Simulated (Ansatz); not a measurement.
BP: total energy with exact exchange and RPA energy against volume scale

All results are calculated (Ansatz 0.2.0-dev trial). RPA total energy (exact exchange plus RPA correlation) on Kohn-Sham orbitals over scaled volumes of the cell given; energies count from the value at scale 1 or the largest scale.

The cell before it is scaled or strained (space group F-43m, No. 216):
```
cell vectors (Å)
   0.0000     2.2690     2.2690
   2.2690     0.0000     2.2690
   2.2690     2.2690     0.0000
atoms (fractions of the cell vectors)
B   0.00000  0.00000  0.00000
P   0.25000  0.25000  0.25000
```

Settings of every row: orbitals functional PBE; datasets hard_paw; wave cutoff 700 eV; k mesh 4x4x4; correlated electrons 8; response cutoff 280 eV; long wavelength term neglected.

Limits: coarse mesh, values belong to these settings and can lie far from the converged crystal; the count of empty bands follows the volume.

| row | volume scale | V (Å³/atom) | total energy with exact exchange (eV, a cell) | RPA energy (eV, a cell) | energy of the functional (eV, a cell) |
| --- | --- | --- | --- | --- | --- |
| 1 | 0.92 | 10.747 | 0.1511 | 0.1021 | 0.1158 |
| 2 | 0.96 | 11.214 | ? | ? | ? |
| 3 | 1 | 11.682 | 0 | 0 | 0 |
| 4 | 1.04 | 12.149 | -0.0028 | 0.0131 | 0.0056 |
| 5 | 1.08 | 12.616 | 0.0325 | 0.0602 | 0.044 |

Question: what total energy with exact exchange and RPA energy should row 2 give?

Worked fit of total energy with exact exchange. Take u = (V_r/V)^(2/3) − 1 with V_r = 11.915 Å³ an atom, which is twice the finite (Eulerian) strain; such expansions in the strain, on which the Birch-Murnaghan equation of state is built, carry the rest volume and the bulk modulus. The shown rows have u = 0.0712, 0.01325, -0.01288, -0.03739. Least squares give total energy with exact exchange = −0.00649 + 0.0801 × u + 29.966 × u² eV; a straight line predicts inner rows, each left out in turn, worse (root mean square 0.053 against 0.0005 eV). The rows lie off it by 0.0000, 0.0002, -0.0002, 0.0001. The withheld row has u = 0.04125, so the fit gives −0.00649 + 0.0801 × (0.04125) + 29.966 × (0.04125)² = 0.0478 eV.

The calculation gave 0.0483 eV. The fit lies 0.0005 eV (1 % of the value, 0.32 % of the column's range) below it; its largest miss of a shown row is 0.0002 eV.

Worked fit of RPA energy. Take u = (V_r/V)^(2/3) − 1 with V_r = 11.915 Å³ an atom, which is twice the finite (Eulerian) strain; such expansions in the strain, on which the Birch-Murnaghan equation of state is built, carry the rest volume and the bulk modulus. The shown rows have u = 0.0712, 0.01325, -0.01288, -0.03739. Least squares give RPA energy = 0.00205 − 0.5334 × u + 27.234 × u² eV; a straight line predicts inner rows, each left out in turn, worse (root mean square 0.048 against 0.00069 eV). The rows lie off it by 0.0000, 0.0002, -0.0003, 0.0001. The withheld row has u = 0.04125, so the fit gives 0.00205 − 0.5334 × (0.04125) + 27.234 × (0.04125)² = 0.0264 eV.

The calculation gave 0.0263 eV. The fit lies 0.0001 eV (0.098 % of the column's range) above it, one unit of the last digit.

The other values of row 2: energy of the functional 0.0339 eV.
